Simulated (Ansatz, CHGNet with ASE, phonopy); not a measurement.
# Transverse optical mode of rocksalt KF against volume: the Grüneisen parameter from LDA and from CHGNet

When a KF crystal is stretched, its ions vibrate against each other more slowly. I want to see how strongly the frequency depends on volume, and whether a density functional and a machine-learned potential give the same answer. The transverse optical mode sets where the salt absorbs in the far infrared and contributes to its static dielectric constant, and its volume dependence enters the thermal expansion. I follow the highest zone-centre mode, without the macroscopic field, in LDA and in CHGNet. Volumes are scaled from each level's own static V0, so equal V/V0 does not mean equal bond length. No measured frequency is compared here.

## Method

One crystal, KF (rocksalt), taken from a measured cell of the Crystallography Open Database (known phase), directly or through a relaxation at another level, and relaxed at each level to its static volume V0; then scaled volumes, with shape and atoms relaxed at fixed volume where symmetry leaves them free. Ansatz 0.2.0 rows: plane waves, scalar-relativistic, no spin-orbit coupling, no spin, the program's default PAW potentials at 420 eV, k meshes with a least product of divisions and cell-vector length from 28 to 30 Å, phonons by linear response on a 4×4×4 q mesh. Machine-learned potentials: finite atomic displacements of 0.04 Å in 3×3×3 supercells with phonopy 4.10. The same in all rows: lowest frequency along the high-symmetry path, interpolated; zero means stable, negative imaginary: 0.0 cm⁻¹.

Notes on method and selection:

- Minus the slope of ln ω against ln V is the mode Grüneisen parameter.
- Harmonic values at the static lattice; measured values carry thermal expansion and anharmonic shifts at their temperature.
- CHGNet is a published machine-learned interatomic potential trained on PBE and PBE+U data; it has no electrons, no dipole term and hence no LO-TO splitting.
- Runs that did not converge, have known faults or may not be shown are not listed, and runs on Ansatz's PAW sets soft_1 and soft_2 are kept to separate tables.

Columns:

- volume (Å³): volume per atom.
- pressure (GPa): static pressure at that volume, compression positive.
- highest Γ mode (cm⁻¹): highest optical mode at the zone centre, without the macroscopic field (no LO-TO term).

Input lines of one member:

```
kpoints:
  mp_grid: { grid: [8, 8, 8] }
hamiltonian:
  xc: lda
scf:
  occupations: { method: fixed }
output:
  eigenvalues: true
phonons:
  method: dfpt
  dielectric: true
  rigid_motions: translations
  qmesh: [4, 4, 4]
  temperatures: { t_max: 1000, t_step: 50 }
```

Command (options for logging and memory left out): `ansatz run input.yaml --threads 4 --backend cpu`

## Numbers

| member | level of theory | volume (Å³) | pressure (GPa) | highest Γ mode (cm⁻¹) |
| --- | --- | --- | --- | --- |
| V/V0 = 0.97 | CHGNet 0.3.0 | 19.881 | 0.72 | 157.5 |
| V/V0 = 0.985 | CHGNet 0.3.0 | 20.188 | ? | ? |
| V/V0 = 1 | CHGNet 0.3.0 | 20.495 | 0.00 | 152.9 |
| V/V0 = 1.015 | CHGNet 0.3.0 | 20.803 | −0.31 | 149.4 |
| V/V0 = 1.03 | CHGNet 0.3.0 | 21.110 | −0.55 | 140.9 |
| V/V0 = 1.05 | CHGNet 0.3.0 | 21.520 | −0.96 | 129.8 |
| V/V0 = 0.97 | LDA, PAW | 16.679 | 1.44 | 226.4 |
| V/V0 = 0.985 | LDA, PAW | 16.937 | 0.69 | 218.4 |
| V/V0 = 1 | LDA, PAW | 17.195 | 0.00 | 210.6 |
| V/V0 = 1.015 | LDA, PAW | 17.453 | −0.63 | 202.9 |
| V/V0 = 1.03 | LDA, PAW | 17.711 | −1.20 | 195.5 |
| V/V0 = 1.05 | LDA, PAW | 18.055 | −1.89 | 185.8 |

Cells marked ? are withheld until the estimate has been made.

Least-squares fits to the members shown, with x = volume (Å³); R² and errors in the fitted variable (y, or ln y where the fit is in ln y):

| y | level of theory | members | fit | R² | rms residual | leave-one-out rms | the same for the mean of the others |
| --- | --- | --- | --- | --- | --- | --- | --- |
| highest Γ mode (cm⁻¹) | CHGNet 0.3.0 | 5 | ln y = 12.244 − 2.3945 ln x | 0.88 | 0.024 | 0.054 | 0.086 |
| highest Γ mode (cm⁻¹) | LDA, PAW | 6 | ln y = 12.4362 − 2.49167 ln x | 1.00 | 0.0015 | 0.0028 | 0.080 |

## Interpretation

The mode softens at every step of expansion shown, at both levels. For the Grüneisen parameter between neighbouring rows I use γ = −ln(ω₂/ω₁) / ln(V₂/V₁).

In LDA the first step gives −ln(218.4 / 226.4) / ln(16.937 / 16.679) = 2.34 and the last −ln(185.8 / 195.5) / ln(18.055 / 17.711) = 2.65. The fitted 2.49 is a fair mean of a slowly rising quantity.

Theory gives a simple reason. The squared frequency is a short-range repulsive stiffness minus a dipolar local-field term, divided by the reduced mass. The repulsion dies off roughly exponentially with the K–F distance, the dipolar term only about as 1/V. Their difference therefore shrinks faster, in relative terms, than the repulsion alone, and γ grows on expansion.

CHGNet has a fitted exponent of 2.39, which looks like agreement and is not. From V/V0 = 0.97 to 1 its γ is −ln(152.9 / 157.5) / ln(20.495 / 19.881) = 0.97; from 1.03 to 1.05 it is −ln(129.8 / 140.9) / ln(21.520 / 21.110) = 4.27. One power law describes these rows poorly, and its exponent averages two very different slopes. I suspect the learned energy surface: frequencies depend on its curvature, and γ on how that curvature changes, so small ripples are magnified.

The levels also differ in frequency at V0, 210.6 against 152.9 cm⁻¹. CHGNet's static volume is larger by a factor 20.495 / 17.195 = 1.19, and longer bonds mean a softer mode. An exponent of ln(210.6 / 152.9) / ln(20.495 / 17.195) = 1.82 would bridge the gap, less than LDA's own γ, so the larger volume could account for the gap, though this carries LDA's γ far beyond its last volume. LDA is no exact reference, since it usually binds such salts too tightly, but its smooth γ is the more credible of the two.

## Blind estimate

Plain estimates from the members shown:

- V/V0 = 0.985 (CHGNet 0.3.0), fit at x = 20.188: 155.8 cm⁻¹
- V/V0 = 0.985 (CHGNet 0.3.0), geometric interpolation between V/V0 = 0.97 and V/V0 = 1: w = (20.188 − 19.881) / (20.495 − 19.881) = 0.500, so 157.5 × (152.9 / 157.5)^0.500 = 155.2 cm⁻¹
- V/V0 = 0.985 (CHGNet 0.3.0), from its own LDA, PAW value plus the mean shift CHGNet 0.3.0 − LDA, PAW over the other 5 members (−58.1, standard deviation 5.6): 218.4 − 58.1 = 160.3 cm⁻¹

The missing CHGNet row lies midway between two shown rows, so I interpolate. The shift from LDA gives 160.3 cm⁻¹, above the 157.5 of the more compressed cell, which would reverse the softening. The power-law fit gives 155.8, but it is 4.1 too high at V/V0 = 0.97 and 2.7 too low at V0, so its value in between rests on cancelling errors.

Geometric interpolation gives 155.2. The CHGNet curve bends downwards, so a chord should run slightly low. I try this on V0, interpolated from 0.97 and 1.015: 157.5 × (149.4 / 157.5)^0.666 = 152.1, against 152.9 in the table, a miss of +0.8. For a constant bend the miss scales with the product of the distances to the two neighbours. That gives a correction of 0.8 × ((20.188 − 19.881) × (20.495 − 20.188)) / ((20.495 − 19.881) × (20.803 − 20.495)) = 0.4, and an estimate of 155.2 + 0.4 = 155.6 cm⁻¹.

For the error I repeat the plain interpolation on the other two interior rows. The misses are +2.6 at 1.015 and +0.2 at 1.03, and with the +0.8 at V0 their root mean square is 1.6. I keep that whole value as one standard deviation, because the bend of the CHGNet curve is uneven and the small correction cannot be relied on to reduce the scatter.

**Committed estimate, V/V0 = 0.985 (CHGNet 0.3.0): highest Γ mode = 155.6 ± 1.6 cm⁻¹.**

## Result

| member | level of theory | volume (Å³) | pressure (GPa) | highest Γ mode (cm⁻¹) |
| --- | --- | --- | --- | --- |
| V/V0 = 0.985 | CHGNet 0.3.0 | 20.188 | 0.37 | 154.3 |

| member | estimate | highest Γ mode (cm⁻¹) | computed | estimate − computed | miss in error bars |
| --- | --- | --- | --- | --- | --- |
| V/V0 = 0.985 (CHGNet 0.3.0) | committed | 155.6 | 154.3 | +1.3 | 0.8 |
| V/V0 = 0.985 (CHGNet 0.3.0) | fit | 155.8 | 154.3 | +1.5 |  |
| V/V0 = 0.985 (CHGNet 0.3.0) | interpolation | 155.2 | 154.3 | +0.9 |  |
| V/V0 = 0.985 (CHGNet 0.3.0) | shift from LDA, PAW | 160.3 | 154.3 | +6.0 |  |

The computed value is 154.3 cm⁻¹. My 155.6 is 1.3 too high, inside the error bar of 1.6. It beats the power-law fit (+1.5) narrowly and the shift from LDA (+6.0) clearly, but plain interpolation (+0.9) was better.

Rejecting the LDA shift was right, since the mode does soften between V/V0 = 0.97 and 0.985. My bend correction had the wrong sign. I took the downward bend seen at larger volumes to hold here too, but the new point lies below the chord between its neighbours.

With this row the CHGNet γ between neighbouring volumes runs roughly 1.3, 0.6, 1.6, 4.0, 4.3. It falls before it rises, whereas the balance of repulsion and dipolar term that I described for LDA would make it rise steadily. This favours my suspicion of an uneven learned energy surface.

## Exceptions

Least-squares fits to the whole series, with x = volume (Å³); R² and errors in the fitted variable (y, or ln y where the fit is in ln y):

| y | level of theory | members | fit | R² | rms residual | leave-one-out rms | the same for the mean of the others |
| --- | --- | --- | --- | --- | --- | --- | --- |
| highest Γ mode (cm⁻¹) | CHGNet 0.3.0 | 6 | ln y = 12.09 − 2.344 ln x | 0.89 | 0.022 | 0.038 | 0.079 |
| highest Γ mode (cm⁻¹) | LDA, PAW | 6 | ln y = 12.4362 − 2.49167 ln x | 1.00 | 0.0015 | 0.0028 | 0.080 |

Largest departures from the fit to the whole series:

| member | level of theory | highest Γ mode (cm⁻¹) | fit | computed − fit | computed / fit | in rms residuals (of ln y) |
| --- | --- | --- | --- | --- | --- | --- |
| V/V0 = 1.015 | CHGNet 0.3.0 | 149.4 | 144.9 | +4.5 | 1.03 | 1.4 |
| V/V0 = 1.05 | CHGNet 0.3.0 | 129.8 | 133.8 | −4.0 | 0.97 | 1.4 |
| V/V0 = 1.05 | LDA, PAW | 185.8 | 186.2 | −0.4 | 1.00 | 1.4 |
| V/V0 = 0.97 | LDA, PAW | 226.4 | 226.8 | −0.4 | 1.00 | 1.3 |

No single row stands out, as the largest departures are only 1.4 rms residuals of their own fit. Their pattern still says something.

For CHGNet, V/V0 = 1.015 lies 4.5 cm⁻¹ above the fit and 1.05 lies 4.0 below it. A single exponent cannot follow a mode that softens slowly up to 1.015 and steeply afterwards. The pressures point to the energy surface itself. The pressure drop per Å³ of expansion (volume per atom), step by step, is roughly 1.1, 1.2, 1.0, 0.8 and 1.0 GPa in CHGNet, where LDA falls smoothly from about 2.9 to about 2.0. The unevenness is thus already present in the static pressure, before any phonon is calculated.

For LDA, both end members lie 0.4 cm⁻¹ below the fit. That is the small curvature expected when γ rises on expansion and the fit holds it constant.

## Rules of thumb and their limits

The levels disagree on γ at V0. Taken between V/V0 = 0.985 and 1.015, it is ln(218.4 / 202.9) / ln(17.453 / 16.937) = 2.45 in LDA and ln(154.3 / 149.4) / ln(20.803 / 20.188) = 1.08 in CHGNet. The similar fitted exponents, 2.49 and 2.34, hide this.

Within the tabled range the power law gives a left-out LDA member to about 0.3 %, a CHGNet member only to about 4 %. In practical units, the LDA mode rises on compression by (218.4 − 202.9) / (0.69 + 0.63) = 11.7 cm⁻¹ per GPa near V0.



The omitted macroscopic field would raise only the longitudinal mode and leave the transverse mode where it is, so these rules do not carry over to the longitudinal frequency.

[Logs are printed without paths, hosts, clocks, repeated set-up lines and the standing remarks that a program may print on its own settings, such as how far it seeks lower states.]
